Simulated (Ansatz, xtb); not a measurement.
C4H6N2Si: which of two isomers lies lower

We compare I, `C[Si](C)(C#N)C#N`, a singlet, with II, `C[Si@@H](C#N)CC#N`, a singlet. Both are isolated molecules in the gas phase, relaxed with r2SCAN-D4/def2-SVP, each in the lowest conformer that the search found.

Task: Estimate which is lower in electronic energy at CCSD(T)/def2-SVP + ΔMP2/def2-TZVPP, and by roughly how much.

Result: The CCSD(T)/def2-SVP + ΔMP2/def2-TZVPP calculation puts structure I lower, by 54.4 kJ/mol.

The same difference at several levels:

```json
{"level": "GFN2-xTB", "geometry": "GFN2-xTB", "E(II) − E(I) (kJ/mol)": "−50.7", "departure from the last row (kJ/mol)": "−105.1", "job, with rough time for the two": "optimisation, 0.15 s"}
{"level": "HF/STO-3G", "geometry": "GFN2-xTB", "E(II) − E(I) (kJ/mol)": "+71.6", "departure from the last row (kJ/mol)": "+17.2", "job, with rough time for the two": "single point, 0.36 s"}
{"level": "r2SCAN-D4/def2-SVP//GFN2-xTB", "geometry": "GFN2-xTB", "E(II) − E(I) (kJ/mol)": "+43.4", "departure from the last row (kJ/mol)": "−11.0", "job, with rough time for the two": "single point, 2.5 s"}
{"level": "r2SCAN-D4/def2-SVP", "geometry": "r2SCAN-D4/def2-SVP", "E(II) − E(I) (kJ/mol)": "+43.8", "departure from the last row (kJ/mol)": "−10.6", "job, with rough time for the two": "optimisation, 23 s"}
{"level": "HF/def2-SVP", "geometry": "r2SCAN-D4/def2-SVP", "E(II) − E(I) (kJ/mol)": "+46.2", "departure from the last row (kJ/mol)": "−8.2", "job, with rough time for the two": "part of the CCSD(T) run"}
{"level": "MP2/def2-SVP", "geometry": "r2SCAN-D4/def2-SVP", "E(II) − E(I) (kJ/mol)": "+49.7", "departure from the last row (kJ/mol)": "−4.8", "job, with rough time for the two": "part of the CCSD(T) run"}
{"level": "CCSD(T)/def2-SVP", "geometry": "r2SCAN-D4/def2-SVP", "E(II) − E(I) (kJ/mol)": "+46.8", "departure from the last row (kJ/mol)": "−7.6", "job, with rough time for the two": "single point"}
{"level": "CCSD(T)/def2-SVP + ΔMP2/def2-TZVPP", "geometry": "r2SCAN-D4/def2-SVP", "E(II) − E(I) (kJ/mol)": "+54.4", "departure from the last row (kJ/mol)": "", "job, with rough time for the two": "single point, 35 s"}
```

As drawn, II has 1 C–C, 1 Si–H in place of 1 C–Si, 1 C–H.

GFN2-xTB puts the two in the other order. The largest departure from CCSD(T)/def2-SVP + ΔMP2/def2-TZVPP is that of GFN2-xTB, 105.1 kJ/mol. The last row adds to CCSD(T) the change of the MP2 difference between the two basis sets, here +7.6 kJ/mol.

With thermal terms from frequencies at re-optimised GFN2-xTB minima (ideal gas, soft modes damped towards free rotors, one conformer each, 298.15 K, 1 atm): the zero-point term adds −4.6 kJ/mol; ΔH is +48.0 and ΔG +50.5 kJ/mol.

The correlated steps freeze 11 core orbitals. Mirror images aren't counted in ΔG. Programs: Ansatz 0.2.0, xtb 6.7.1; the last row on 2 threads of Intel(R) Xeon(R) 6975P-C (Granite Rapids) on a shared host.

The dicyanosilane I is clearly the more stable of the two, and the preference is already present at the mean-field level: in the def2-SVP basis, HF gives +46.2 and CCSD(T) +46.8 kJ/mol, so correlation has little net effect on the difference. The bond exchange suggests why. II gives up a strong C–H bond and a polar Si–C bond for a weaker Si–H bond and a C–C bond, and separating the two electron-withdrawing cyano groups evidently doesn't repay that cost. The softer vibrations of Si–H compared with C–H probably account for much of the zero-point term in favour of II, which is far too small to change the order.

The reversal in GFN2-xTB lies in its energies rather than its structures, since r2SCAN-D4 gives nearly the same gap on either set of geometries; its parametrised description of bonding at silicon is a likely source. The comparison leaves open where the silyl isocyanides lie, although cyanide and isocyanide forms are often close in energy when bound to silicon.
